## Results and discussion

A list of candidate isomers is usually shortened with a cheap method before a better one is paid for, and the cut decides which structures are ever looked at again. For the ion C2H4Al⁺, a cut at 40 kcal/mol in tight binding would keep structures 2 and 5 and discard structures 3 and 4. The density functional ranks the two discarded structures second and third. A simple count of bonds puts all four upper structures within about 5 kcal/mol of each other, so it gives no reason to discard two of them.

Isomers of C2H4Al⁺ (charge +1 e) as isolated molecules, computed with Ansatz 0.2.0 at r2SCAN-D4/def2-SVP (functional) and with xtb 6.7.1 at GFN2-xTB. Both energy columns refer to GFN2-xTB geometries, and the functional runs made no search for lower electronic states.

```
structure  energy above the lowest, functional (kcal/mol)  energy above the lowest of its own list, GFN2-xTB (kcal/mol)  heavy atoms with their hydrogens, and links  spin multiplicity
        1                                            0.00                                                          0.00          CH2(1) CH(2) AlH(3); links 1-2, 2-3                  1
        3                                           17.97                                                         44.66     CH2(1) CH2(2) Al(3); links 1-2, 1-3, 2-3                  3
        4                                           20.76                                                         47.60           CH3(1) CH(2) Al(3); links 1-2, 2-3                  3
        2                                           32.93                                                         33.34           CH3(1) CH(2) Al(3); links 1-2, 2-3                  1
        5                                           48.67                                                         31.47          CH2(1) C(2) AlH2(3); links 1-2, 2-3                  1
```

The energies are counted from structure 1, which is the lowest of these five but not a proven ground state. The spin multiplicity is 1 for a singlet, in which all electrons are paired, and 3 for a triplet, in which two electrons have parallel spins. Structures 3 and 4 are the triplets.

### Where the hydrogens sit

The ion has 14 valence electrons, or seven pairs. In structure 1, CH2=CH–Al–H⁺, every pair forms a bond: the σ and π bonds between the carbons, three C–H bonds, one C–Al bond and one Al–H bond. Al⁺ brings two valence electrons and uses both, one for each of its neighbours.

At first sight this is a poor arrangement, because a C–H bond is stronger than an Al–H bond. Moving the last hydrogen from aluminium to carbon should then lower the energy. But both carbons already have four bonds, so the newcomer can be accepted only if another bond is given up. Giving up the C–Al bond would leave ethylene resting on Al⁺, which is not in the list. In the isomers considered here, the C=C π bond is given up instead. One strong bond is gained and two weaker ones are lost, which leaves six bonding pairs and two electrons without a full bond.

Structures 2, 3 and 4 are all counted as being of this kind. They differ in where the hydrogens sit on the carbons and in how the last two electrons are arranged, but the bond count is the same. The ring, structure 3, has enough links for seven pairs, but as a triplet it can have only six. Its two Al–C links are therefore counted together as one bonding pair, which is a crude description of a three-membered ring.

Structure 5 takes the opposite path. A hydrogen moves from carbon to aluminium and the π bond survives. All seven pairs remain in bonds, but a C–H bond has been exchanged for a weaker Al–H bond.

### The rule

The estimate needs three rounded bond energies: about 100 kcal/mol for C–H, 70 for Al–H and 65 for the π part of C=C. These are rough recalled values, each of which may be off by 10 or more in such an ion. The energy above structure 1 is then

E ≈ 100 × (C–H bonds lost) + 70 × (Al–H bonds lost) + 65 × (π bonds lost) − 12 if the isomer is a triplet,

where a bond gained counts as a negative loss. The C–C σ bond and the C–Al bond cancel.

The last term is the only number taken from the table. Structures 2 and 4 have the same links, and at the functional level the triplet lies 12 kcal/mol below the singlet. Structures 3 and 5 played no part in choosing this number, so they are the two rows on which to try the rule.

For structure 3, one Al–H bond and one π bond are lost and one C–H bond is gained. This gives 70 + 65 − 100 = 35 kcal/mol. The structure is a triplet, so 12 is subtracted and the estimate is 23. The functional gives 18.

For structure 5, one C–H bond is lost and one Al–H bond is gained, which gives 100 − 70 = 30 kcal/mol. It is a singlet, so nothing is subtracted. The functional gives 49, and the rule fails by almost 20.

### What the triplet term stands for

Methylene, CH2, is a simpler system with the same choice. Two of its electrons are not needed for bonds and have two orbitals of similar energy at their disposal. With parallel spins they must occupy different orbitals and avoid each other, which for given orbitals lowers their repulsion, and the ground state of methylene is a triplet. The analogy makes the sign of the triplet term plausible for structures 2 and 4 but not its size, because in methylene both electrons sit on one carbon, whereas here they can be shared between carbon and aluminium. For the ring, structure 3, the list holds no singlet with the same links. Lending it the same 12 kcal/mol is an assumption, and a singlet with these links could even lie below the triplet, since it could use the last two electrons for a second Al–C bond.

The tight-binding method has no energy term that rewards parallel spins. It places triplet 4 about 14 kcal/mol above singlet 2, the reverse of the functional's order. Relative to structure 1, both triplets fall by nearly the same amount, about 27 kcal/mol, when the functional replaces tight binding, while singlet 2 hardly moves. This is the pattern that the known fault should produce, and the fault is the likely reason why the cut described at the start removes the structures that the functional ranks second and third.

The 12 kcal/mol should still be handled with care. Structure 1 was computed with its electrons strictly in pairs, and structure 2 presumably was too. If its last two electrons would rather occupy separate orbitals with opposite spins, that treatment puts the singlet too high and makes the triplet gain look too large. Whether this happens here has not been tested, because the functional runs behind the table made no search for lower electronic states.

### Why structure 5 lies high

Counting bonds says nothing about which atom is short of electrons. In structure 1 that atom is aluminium, an electropositive metal that bears a positive charge easily. In structure 5, as drawn, aluminium has three bonds and the inner carbon also has only three, so this carbon has six electrons around it instead of eight. Carbon holds its electrons more tightly than aluminium does, and a positive charge placed there should cost extra energy.

This argument gives the right direction for the failure, but the calculation does not isolate the cost. Nor does it explain why structure 5 rises by 17 kcal/mol between tight binding and the functional. Both states are singlets, so the absent spin term cannot be directly responsible. The miss of the rule should therefore not be turned into a fixed penalty for a carbon cation.

### How far the rule can be trusted

Over the four upper isomers the typical (root-mean-square) error of the rule is 10 kcal/mol relative to the functional. Tight binding differs from the functional by 21 on the same measure. The comparison flatters the rule, because its triplet term was taken from the functional's own results. Without that term the error is 15, slightly worse than giving all four isomers their average energy of 30. What the bare count supplies is the scale of the energies; it does not supply their order.

For structures 2 to 4 alone the error shrinks to about 3 kcal/mol, which is better than the bond energies deserve. Structures 2 and 4 also have the same miss by construction, since the triplet term is the difference between them. If the Al–H bond were 10 kcal/mol stronger, the estimates for these three would rise by 10 and that for structure 5 would fall by 10. The close agreement is thus partly luck. The printed output after this text shows the bond counts, the estimates and this variation.

There is a physical reason to distrust a single Al–H energy. Free Al⁺ holds its two valence electrons as a closed 3s pair. The first bond has to break up this pair and is weak for that reason; the second finds an electron ready and is much stronger. A single value is reasonable only between isomers in which aluminium has already opened the pair. Whether structures 2 to 4 meet this condition was not checked; in singlet 2 the last two electrons may have returned to aluminium as such a pair. The rule should not be applied to an intact ethylene molecule resting on closed-shell Al⁺, a bound singlet arrangement that is missing from the list and may well compete with structure 1.

Small differences are also out of reach. Structures 3 and 4 have the same estimate, and the functional separates them by less than 3 kcal/mol. These energies were computed at tight-binding geometries and without zero-point motion, so the order of the two triplets is not settled at that level either.

In practice, two questions are worth asking before an isomer is discarded. Which bonds have been exchanged, and is the isomer a triplet? The first gives the scale, and the second warns that a method without spin polarisation may rank the isomer too high in energy. Structure 5 is a reminder that the count can still miss by about 19 kcal/mol. For small ions formed from organoaluminium precursors in film deposition, such an estimate can help to choose candidate structures, but it predicts neither their abundance nor their rate of formation.

Output of the analysis:

```
Bond pairs counted:
  row  C-H  Al-H  C=C pi  all bond pairs
    1    3     1       1               7
    3    4     0       0               6
    4    4     0       0               6
    2    4     0       0               6
    5    2     2       1               7
Estimates in kcal/mol:
  row  bond count alone  with triplet gain  functional  miss of rule  rule with Al-H stronger by 10
    1                 0                  0           0             0                              0
    3                35              22.83       17.97          4.86                          32.83
    4                35              22.83       20.76          2.07                          32.83
    2                35                 35       32.93          2.07                             45
    5                30                 30       48.67        -18.67                             20
Tight binding in kcal/mol:
  row  GFN2-xTB  functional less GFN2-xTB
    1         0                         0
    3     44.66                    -26.69
    4      47.6                    -26.84
    2     33.34                     -0.41
    5     31.47                      17.2
Triplet 4 below singlet 2, functional, kcal/mol: 12.17
Triplet 4 above singlet 2, GFN2-xTB, kcal/mol: 14.26
Mean of the four upper isomers, functional, kcal/mol: 30.08
Rms miss of that flat mean, four upper isomers, kcal/mol: 12.12
Rms miss of bond count alone, four upper isomers, kcal/mol: 14.54
Rms miss with triplet gain, four upper isomers, kcal/mol: 9.757
Rms miss with triplet gain, structures 2 to 4 only, kcal/mol: 3.276
Rms difference of GFN2-xTB from functional, four upper isomers, kcal/mol: 20.79
```
